How far can a PBE band structure be repaired by pushing all its empty levels up together? In the strained diamond of the table this works well along one direction of the crystal and fails by half an electronvolt along another. The failure shows what the push depends on: the kind of orbital an electron enters, and only loosely its energy.

## Why empty levels move up

PBE gives every electron the same local potential. An electron in an empty orbital feels it as strongly as one in a filled orbital at the same place. True exchange is choosier, since it lowers an orbital only as far as that orbital overlaps with the filled ones. Replacing the PBE potential by true exchange therefore lifts empty levels and lowers filled ones. The other electrons then respond and screen the effect, which takes most of it back.

G0W0 levels on a PBE start for diamond compressed by 3 % in the (111) plane (strained r2SCAN cell), from Ansatz 0.2.0 with plane-wave PAW, cutoff 420 eV, 6×6×6 k mesh, 44 empty bands, screening cutoff 150 eV and no spin polarisation. Kohn-Sham and quasiparticle levels are each measured from their own valence top; v1 is the highest filled band and c1 the lowest empty one.

```
band  b (fraction of the reciprocal vector)  c (fraction of the reciprocal vector)  kohn sham level (eV)  quasiparticle level (eV)  exchange less vxc (eV)  correlation (eV)
  v2                                      0                                      0                 0.000                     0.000                  -2.514             1.937
  v1                                      0                                      0                 0.000                     0.000                  -2.514             1.937
  c1                                      0                                      0                 4.998                     6.666                   6.010            -4.919
  c2                                      0                                      0                 6.048                     7.781                   6.315            -5.160
  v2                                      0                                 0.1667                -1.286                    -1.352                  -2.720             2.077
  v1                                      0                                 0.1667                -1.146                    -1.213                  -2.857             2.213
  c1                                      0                                 0.1667                 6.564                     8.303                   6.485            -5.322
  c2                                      0                                 0.1667                 7.489                     9.294                   6.778            -5.551
  v2                                      0                                 0.3333                -2.640                    -2.820                  -3.337             2.579
  v1                                      0                                 0.3333                -2.599                    -2.786                  -3.481             2.717
  c1                                      0                                 0.3333                 7.980                     9.746                   6.975            -5.786
  c2                                      0                                 0.3333                 8.812                    10.637                   7.196            -5.948
  v2                                      0                                -0.5000                -3.139                    -3.372                  -3.724             2.915
  v1                                      0                                -0.5000                -3.127                    -3.353                  -3.578             2.775
  c1                                      0                                -0.5000                 8.133                     9.865                   6.958            -5.804
  c2                                      0                                -0.5000                 8.923                    10.706                   7.146            -5.940
  v2                                 0.1667                                 0.1667                -2.628                    -2.795                  -3.326             2.582
  v1                                 0.1667                                 0.1667                -2.315                    -2.553                  -3.500             2.686
  c1                                 0.1667                                 0.1667                 5.035                     6.581                   5.928            -4.960
  c2                                 0.1667                                 0.1667                 9.176                    11.063                   7.307            -5.997
  v2                                 0.3333                                 0.3333                -5.936                    -6.336                  -4.504             3.527
  v1                                 0.3333                                 0.3333                -5.473                    -5.855                  -4.475             3.516
  c1                                 0.3333                                 0.3333                 4.218                     5.526                   5.596            -4.865
  c2                                 0.3333                                 0.3333                 7.962                     9.239                   6.254            -5.555
```

The columns follow these two steps. "Exchange less vxc" is the gain or loss when exchange replaces the PBE exchange-correlation potential, and "correlation" is the answer of the surrounding electrons. For c1 at Γ, the point (0,0,0), they are 6.01 and −4.92 eV. What remains is a rise of 1.09 eV, to which the lowering of the valence top adds 0.58 eV, so the level moves up by 1.67 eV relative to that top.

The columns b and c give the place in reciprocal space; the first coordinate is zero in every row. Rows with b = 0 run from Γ to an L point, and rows with b = c run from Γ towards an X point. The crystal is diamond held compressed by 3 % in the plane normal to a body diagonal, so levels that coincide in cubic diamond may be split here.

## A smooth rule and the rows that break it

Along a family of similar orbitals, exchange and screening should both change gently with energy. To first order their sum is then a straight line in the Kohn-Sham level $E$, measured from the valence top. For empty levels the shift, quasiparticle less Kohn-Sham level, becomes

$$\Delta = S + \beta E .$$

Here $S$ is the common push, often called a scissors shift, and $\beta$ is a slight stretch. Filled levels have a stretch of their own and no constant, because the valence top is the zero.

The constants were fitted to the Γ–L rows alone, which the rule meets to within 0.05 eV. The rows towards X then serve as a test. At (0,1/3,1/3) the two filled levels pass it to about 0.02 eV, although they lie far deeper than any filled level in the fit. The two empty levels at the same point fail.

Take c2 there, at $E$ = 7.96 eV. The rule gives $\Delta = 1.544 + 0.0288 \times 7.96 = 1.77$ eV, whereas the calculation gives 9.239 − 7.962 = 1.28 eV. The level is raised by 0.50 eV less than the rule demands, some ten times the worst miss among the fitted rows. For c1 at this point the shortfall is 0.36 eV, with the caution that its energy lies somewhat below the fitted range.

A curved line would not rescue the rule. The state c1 at (0,0,1/3) has almost the same Kohn-Sham level as the failing c2, 7.98 against 7.96 eV, yet it rises by 1.77 eV. Two states of one energy need two different shifts, so no function of energy alone can serve both.

## The label c2 changes its band

The names c1 and c2 merely count empty levels upwards at each point. They do not follow a band. The full list of Kohn-Sham levels from the same calculation shows what this hides. At Γ the three lowest empty levels lie close together, and a fourth lies far above them, at 14.8 eV. Towards L this fourth level stays more than 6 eV above the third, so c1 and c2 remain members of the lower group.

Towards X the order is overturned. The fourth level comes down to 13.6 eV at (0,1/6,1/6), while two members of the lower group climb as a close pair. At (0,1/3,1/3) the close pair is found near 14.7 eV, and a single level has taken second place at 7.96 eV. With the known band order of diamond, this reads as a crossing: c2 belongs to the climbing pair at the first point and to the descending band at the second. The shift of c2 follows suit, lying slightly above the rule before the crossing, at an energy just beyond the fitted range, and far below it after.

The crossing alone doesn't explain c1, which stays in its band. Here the end of the path matters. In cubic diamond, symmetry makes the two lowest empty bands meet at X, and partners in one level must receive the same shift. The strain parts them at X by 0.94 eV, but their kinship should largely survive.

The table agrees with this two thirds of the way to X, without proving it. There c1 and c2 are still 3.7 eV apart in energy, yet their shifts, 1.31 and 1.28 eV, are nearly equal. Their exchange and correlation parts still differ by about 0.7 eV each, and these differences cancel in the sum. The shift of c1 also approaches the common value by degrees: its shortfall is negligible at Γ, 0.14 eV at (0,1/6,1/6) and 0.36 eV at (0,1/3,1/3). For the two lowest empty levels at X itself, one would therefore guess shifts near 1.3 eV, well below those on the way to L.

Why orbitals of this kind are raised less is harder to settle. A plausible reason is that they keep more of their density away from the bonds, where the PBE potential is weaker and less needs correcting. No orbital densities are at hand to test this. Nor is exchange the whole story: measured against the Γ–L trends, it accounts for the shortfall of c2, while correlation carries a good part of the shortfall of c1. The split should not be read more finely, because the correlation column already includes the renormalisation factor of about 0.83, which takes back part of any change in the shift.

## What it does to the gap

The smaller of the two breaks falls on the level that matters most. On this mesh c1 at (0,1/3,1/3) is the lowest empty level, so it sets the gap. If the push is taken from c1 at Γ, the gap comes out as 4.218 + 1.668 = 5.89 eV instead of the computed 5.53 eV, which is 0.36 eV too wide. A push meant to repair the gap has to be taken from the state at the band edge.

The computed gap is itself provisional. Diamond has its conduction minimum about three quarters of the way to X, between the points of this mesh, which makes the gap slightly too large. The finite number of bands and the cutoff tend to make it too small, by an amount that was not measured for this crystal. In the data makers' tests on other systems, gaps fell short of the basis limit by 6 to 9 % in the median. If the same held here, the shortfall would be about as large as the error just found, or somewhat larger. How far the differences between states would change in a converged calculation has not been tested either, and the levels have not been checked with a second program.

The analysis printed below gives the misses of all rows outside the fit. Among them v1 at (0,1/6,1/6) is lowered by 0.07 eV more than the rule says, a small break that probably has the same origin as the large one. The three highest filled levels lie at −3.00, −2.63 and −2.32 eV there, and at −7.43, −5.94 and −5.47 eV at (0,1/3,1/3). In diamond two of the three are expected to stay a pair towards X, while the third starts above the pair and then falls steeply through it. On this reading v1 is the lone band at the first point and a member of the pair at the second, so the label has changed its band here too.

Numerical output:

```
fit of shift on 16 rows (GL): coefficient of cond 1.544 +/- 0.047, coefficient of ksv 0.07051 +/- 0.0038, coefficient of ksc 0.02877 +/- 0.0063; rms 0.0209, worst c1 0.0464, leave-one-out rms 0.0269
  rows outside the fit (model, value, miss): v2 -0.1853, -0.167, -0.0183; v1 -0.1632, -0.238, 0.0748; c1 1.689, 1.546, 0.143; c2 1.808, 1.887, -0.0786; v2 -0.4185, -0.4, -0.0185; v1 -0.3859, -0.382, -0.00388; c1 1.666, 1.308, 0.358; c2 1.773, 1.277, 0.496
Shift of c2 at (0,1/3,1/3), eV: 1.277
Shift of c1 at (0,1/3,1/3), eV: 1.308
Shift of c1 at (0,0,1/3), nearly the same Kohn-Sham energy as that c2, eV: 1.766
Shift of c2 at (0,1/3,1/3) less that of c1 at (0,0,1/3), eV: -0.489
Largest miss of the smooth model on the Gamma-L rows, eV: 0.04637
Computed less smooth model, c2 at (0,1/3,1/3), eV: -0.4965
Computed less smooth model, c1 at (0,1/3,1/3), eV: -0.3577
Computed less smooth model, c1 at (0,1/6,1/6), eV: -0.1432
Computed less smooth model, c2 at (0,1/6,1/6), eV: 0.07862
Computed less smooth model, v1 at (0,1/6,1/6), eV: -0.07478
Part of the c2 miss at (0,1/3,1/3) in exchange less vxc, eV: -0.6594
Part of the c2 miss at (0,1/3,1/3) in correlation, eV: 0.163
Part of the c1 miss at (0,1/3,1/3) in exchange less vxc, eV: -0.1786
Part of the c1 miss at (0,1/3,1/3) in correlation, eV: -0.1791
Excess of the indirect gap if c1 at Gamma sets the scissors shift, eV: 0.36
Fourth empty level at Gamma above the valence top, eV: 14.79
Fourth empty level at (0,1/6,1/6) above the valence top, eV: 13.57
Mean of the third and fourth empty levels at (0,1/3,1/3) above the valence top, eV: 14.7
Distance of the two lowest empty levels at X (0,-1/2,-1/2), eV: 0.9398
Distance of third and fourth empty levels at L (0,0,-1/2), eV: 6.597
```
